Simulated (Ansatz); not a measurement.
## Li₃Au: pressure and energy less free atoms against volume per atom

All results are calculated (Ansatz 0.2.0). Periodic Kohn-Sham DFT of a crystal at fixed atoms; pressure and stress are positive in compression; the energy is the free energy less that of spherical unpolarised free atoms; site moments are those in the method's own spheres, positive along +z.

Cell of the first row (space group Fm-3m, No. 225):
```
Li3Au
1.0
      0.0000     3.1084     3.1084
      3.1084     0.0000     3.1084
      3.1084     3.1084     0.0000
Li Au
3 1
Direct
  0.25000 0.25000 0.25000
  0.75000 0.75000 0.75000
  0.50000 0.50000 0.50000
  0.00000 0.00000 0.00000
```

Settings of every row: method all-electron LAPW; functional PBEsol; relativity scalar; k mesh 10x10x10; filling fermi-dirac; smearing width 0.03 eV; basis error target 1 meV/atom; nucleus gaussian.

Atom start moment: 0 on all atoms.

Limits: no spin-orbit coupling on heavy atoms.

| row | volume per atom (Å³) | pressure (GPa) | energy less free atoms (eV/atom) |
| --- | --- | --- | --- |
| 1 | 15.017 | 0.024 | -2.8252 |
| 2 | 15.486 | ? | ? |
| 3 | 15.643 | -1.367 | -2.8225 |
| 4 | 15.956 | -1.96 | -2.8192 |
| 5 | 16.581 | -2.971 | -2.8095 |

Question: what pressure and energy less free atoms should row 2 give?

Worked fit of pressure. Take u = (V_r/V)^(2/3) − 1 with V_r = 15.8 Å³ an atom, which is twice the finite (Eulerian) strain; such expansions in the strain, on which the Birch-Murnaghan equation of state is built, carry the rest volume and the bulk modulus. The shown rows have u = 0.03447, 0.00668, -0.00653, -0.03165. Least squares give pressure = −1.6723 + 44.945 × u + 123.67 × u² GPa; a straight line predicts inner rows, each left out in turn, worse (root mean square 0.089 against 0.001 GPa). The rows lie off it by 0.000, 0.000, 0.001, 0.000. The pressure vanishes at u = 0.0340, or V = 15.03 Å³ an atom, and there the bulk modulus at fixed shape and fractions is B = −V dP/dV = (2/3)(1 + u) dP/du = 36.8 GPa. The withheld row has u = 0.01347, so the fit gives −1.6723 + 44.945 × (0.01347) + 123.67 × (0.01347)² = -1.044 GPa.

The calculation gave -1.046 GPa. The fit lies 0.002 GPa (0.067 % of the column's range) above it; its largest miss of a shown row is 0.001 GPa.

Worked fit of energy less free atoms. Take u = (V_r/V)^(2/3) − 1 with V_r = 15.8 Å³ an atom, which is twice the finite (Eulerian) strain; such expansions in the strain, on which the Birch-Murnaghan equation of state is built, carry the rest volume and the bulk modulus. The shown rows have u = 0.03447, 0.00668, -0.00653, -0.03165. Least squares give energy less free atoms = −2.82099 − 0.2478 × u + 3.644 × u² eV/atom; a straight line predicts inner rows, each left out in turn, worse (root mean square 0.0026 against 3.5e-05 eV/atom). All shown rows lie on it to the printed digit. Its lowest point lies at u = 0.0340, or V = 15.03 Å³ an atom, and the curvature there gives the bulk modulus at fixed shape and fractions, B = (4/9)(1 + u)² E″(u)/V = 36.9 GPa. The withheld row has u = 0.01347, so the fit gives −2.82099 − 0.2478 × (0.01347) + 3.644 × (0.01347)² = -2.8237 eV/atom.

The calculation gave -2.8237 eV/atom. The fit meets it to the printed digit.
